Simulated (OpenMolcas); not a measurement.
## SiH3 (silyl radical): methods side by side

SiH3: 4 atoms, total charge 0, spin state doublet. As SMILES, `[SiH3]`. The shape is that of a PBE0-D4/def2-TZVP optimisation.

```xyz
4

Si    0.2938   -0.0269   -0.1640
H     0.5592    0.6653    1.1239
H    -0.2240   -1.4017    0.0601
H    -0.6289    0.7632   -1.0200
```

Each level gives the energy change with the Si1–H4 bond stretched from 1.486 to 2.229 Å (eV). The values are calculated.

```csv
level,kind,program,value (eV)
ROHF/6-31G,Hartree–Fock,OpenMolcas,2.03
USVWN5/6-31G,LDA,OpenMolcas,1.65
UB3LYP/6-31G,global hybrid,OpenMolcas,1.75
UM06-2X/6-31G,hybrid meta-GGA,OpenMolcas,1.88
"CASSCF(3,3)/6-31G",multireference,OpenMolcas,1.52
"MC-PDFT[tPBE](7,7)/6-31G",multireference,OpenMolcas,?
"SC-NEVPT2(7,7)/6-31G",multireference,OpenMolcas,1.52
ROCCSD(T)/6-31G,coupled cluster or CI,OpenMolcas,1.55
FCI/3-21G,exact in the basis,OpenMolcas,1.56
```

Problem. Estimate what the levels marked ? give.

Solution. As computed at these levels: MC-PDFT[tPBE](7,7)/6-31G: 1.68 eV. ROCCSD(T)/6-31G is the highest level here, not the true value. The first shape isn't each level's own minimum. The values span 1.52 to 2.03 eV. All rows use very small basis sets, so even the best lies far from the true value.

Stretching one Si–H bond costs 1.52 to 1.56 eV with the correlated wavefunction methods, against 2.03 eV with ROHF. The excess reflects left-right correlation: as the σ and σ* orbitals approach each other in energy, a restricted determinant keeps too much ionic character in the bond pair. CASSCF(3,3) already removes this error, which suggests that the bond pair and the unpaired electron on silicon hold most of the correlation that changes along the stretch.

The density functionals fall in between, rising from USVWN5 through UB3LYP to UM06-2X. This order follows the share of exact exchange, though the functionals also differ in their correlation parts, so exchange alone can't be credited. MC-PDFT, at 1.68 eV, lies above SC-NEVPT2 with the same active space, which points to the on-top functional rather than to missing configurations. The closeness of ROCCSD(T) and FCI is no strict test of the triples treatment, since their basis sets differ. Nor is the energy change a dissociation energy, as the fragments still interact at 2.229 Å.
